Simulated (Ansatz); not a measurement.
The calculation used Ansatz 0.2.0, DFT PBE, scalar-relativistic, plane waves, PAW. All cells share a 420 eV cutoff and Γ-centred k meshes spaced about 0.3 Å⁻¹ or finer (0.25 for metals, 2π included). No spin polarisation.

Relaxed forms of Be₂S₅:

Cell 1. Space group P3m1 (No. 156), trigonal, a = 6.934 Å, c = 9.646 Å. Around Be on a site of symmetry 3m lie 3 S at 2.00 Å; Be on a site of symmetry m has 3 S at 2.00–2.01 Å; around S on a site of symmetry m lie 3 Be at 2.00 Å; S on a site of symmetry 3m has 3 Be at 2.01 Å; 2 more sites not described.

Cell 2. Space group C2 (No. 5), monoclinic, a = 5.325 Å, b = 4.832 Å, c = 9.470 Å, β = 95.1°. Be is surrounded by 4 S at 2.12–2.17 Å; S on a site of symmetry 1 is surrounded by 2 Be at 2.12–2.17 Å and 1 S at 2.21 Å; S on a second site of symmetry 1 is surrounded by 1 S at 1.96 Å and 1 S at 2.21 Å; around S on a site of symmetry 2 lie 4 Be at 2.15–2.16 Å.

Cell 3. Space group P1 (No. 1), triclinic, a = 6.851 Å, b = 6.865 Å, c = 10.127 Å, α = 71.9°, β = 83.4°, γ = 60.3°. Be on its first site is surrounded by 3 S at 2.00 Å; Be on its second site is surrounded by 3 S at 2.00 Å; Be on its third site has 3 S at 2.00 Å; around S on its first site lie 3 Be at 2.00 Å; 10 more sites not described.

Cell 4. Space group R-3m (No. 166), trigonal, a = 3.447 Å, c = 41.713 Å. Be has 4 S at 2.08–2.20 Å and 3 Be at 2.54 Å; S on a site of symmetry 3m is surrounded by 3 S at 2.42 Å; around S on a second site of symmetry 3m lie 4 Be at 2.08–2.20 Å; S on a site of symmetry -3m has 6 S at 2.42 Å.

Task: Order them by Kohn–Sham gap, widest first, and say which is lowest in energy.

Result: Gaps on the mesh: 2.59 eV for cell 3, 2.21 eV for cell 1, 0.99 eV for cell 2, 0.70 eV for cell 4. Lowest in energy is cell 3; cell 1 lies 11 meV/atom higher, cell 2 lies 112 meV/atom higher and cell 4 lies 129 meV/atom higher. The lowest form also has the widest gap. Counting S atoms around Be (those within 1.25 times the shortest such distance or 1.15 times the sum of covalent radii): cell 1 (P3m1, 28.7 Å³/atom) has Be 3 and S–S units of three or more atoms (shortest 2.08 Å); cell 2 (C2, 17.3 Å³/atom) has Be 4 and S–S units of three or more atoms (shortest 1.96 Å); cell 3 (P1, 28.0 Å³/atom) has Be 3 and S–S units of three or more atoms (shortest 2.08 Å); cell 4 (R-3m, 20.4 Å³/atom) has Be 4.

Gaps are read on each cell's k mesh and can be smaller between its points; Kohn–Sham gaps at this level usually fall short of measured ones. Weakly bound directions are ill-defined at this level, which has no dispersion term (P3m1, P1, R-3m), and this can change margins and order among such cells. With atoms moved at random, cell 1 (by 11 meV/atom) fell into a lower structure and cell 3 came back. Cell 2 and cell 4 had no clear such test and can be saddle points. Some structure types and database cells were kept out of the candidates from the start, so a known form may be missing.

The energy order follows the gap order in all four cells, and the sulfur bonding probably explains both. In cells 3 and 1 the shortest S–S distance, 2.08 Å, is that of an ordinary single bond. With Be–S distances of 2.00 Å, this suggests BeS-like layers alongside nearly neutral sulfur molecules, with S–S σ* states lying well above the lone pairs. In cell 2 the 1.96 and 2.21 Å contacts point to a short central bond flanked by weakened ones. In cell 4, six equal contacts at 2.42 Å imply delocalised, electron-rich multicentre bonding. Such stretched contacts lower the σ* states and narrow the gap.

Threefold Be is unexpected, since Be in BeS itself is tetrahedral. Neglected dispersion may penalise the much denser cell 2 relative to the open forms, so the preference for threefold Be is not secure. Nor does the ranking show that Be₂S₅ is a stable compound: the apparent segregation in cell 3 makes decomposition into BeS and elemental sulfur the decisive comparison.
